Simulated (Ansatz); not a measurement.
How methods differ on CH2BN (BH2(CN))

CH2BN has 5 atoms, charge 0, and is taken as a singlet. SMILES: `[H]B([H])C#N`. The shape is that of a GFN2-xTB optimisation.

| atom | x (Å) | y (Å) | z (Å) |
| --- | --- | --- | --- |
| B | 0.3037 | 0.5276 | 0.0085 |
| H | 1.4689 | 0.5060 | 0.0583 |
| H | -0.2983 | 1.5260 | -0.0270 |
| C | -0.4507 | -0.7816 | -0.0120 |
| N | -1.0237 | -1.7779 | -0.0278 |

Quantity: the energy change with the C4–N5 bond stretched from 1.149 to 2.874 Å, in eV. The values are calculated.

```csv
level,kind,program,value (eV),less FCI/STO-3G,CPU time (all runs)
HF/STO-3G (restricted),Hartree–Fock,Ansatz,15.59,+7.74,0.22 s
SVWN5/STO-3G (restricted),LDA,Ansatz,13.70,+5.85,1.9 s
PBE/STO-3G (restricted),GGA,Ansatz,12.94,+5.09,3 s
B3LYP/STO-3G (restricted),global hybrid,Ansatz,13.53,+5.68,2 s
BHLYP/STO-3G (restricted),global hybrid,Ansatz,14.71,+6.86,2.7 s
PBE0/STO-3G (restricted),global hybrid,Ansatz,14.30,+6.45,2 s
HSE06/STO-3G (restricted),range-separated hybrid,Ansatz,14.24,+6.39,2.5 s
B2PLYP/STO-3G (restricted),double hybrid,Ansatz,13.59,+5.74,5.6 s
FCI/STO-3G,exact in the basis,Ansatz,7.85,0.00,2.5 min
```

FCI/STO-3G is exact within its basis and frozen core, so for wave-function methods in that basis the difference is their error; functionals converge differently with the basis, so for them it is only a difference. Spin-restricted single references rise too steeply as a bond breaks, Hartree–Fock most of all. The first shape isn't each level's own minimum. The values span 7.85 to 15.59 eV. All rows use very small basis sets, so even the best lies far from the true value. Times are those of the runs behind each value, whatever else they computed, on shared processors of several kinds: orders of magnitude only.

Every single-reference level puts the stretched C–N bond far above the FCI value of 7.85 eV, and the main cause is static correlation. As the σ and two π components of the triple bond break together, their bonding and antibonding orbitals approach degeneracy. A closed-shell determinant then retains ionic terms that FCI removes by mixing configurations, recoupling the electrons into a singlet of open-shell fragments.

Within a functional family, exact exchange makes the rise steeper: from PBE to PBE0, and from B3LYP to BHLYP. Semilocal exchange has a more localised hole, which partly mimics the missing left–right correlation. SVWN5 breaks a simple ordering by exchange fraction, lying above B3LYP without any exact exchange, probably because of LDA's overbinding. B2PLYP falls below BHLYP, which suggests that its perturbative correlation offsets part of the exchange penalty, though such a correction becomes unreliable near degeneracy. HSE06 and PBE0 nearly coincide, so screening long-range exchange matters little here. PBE's lower value does not establish better accuracy for nitriles near equilibrium.
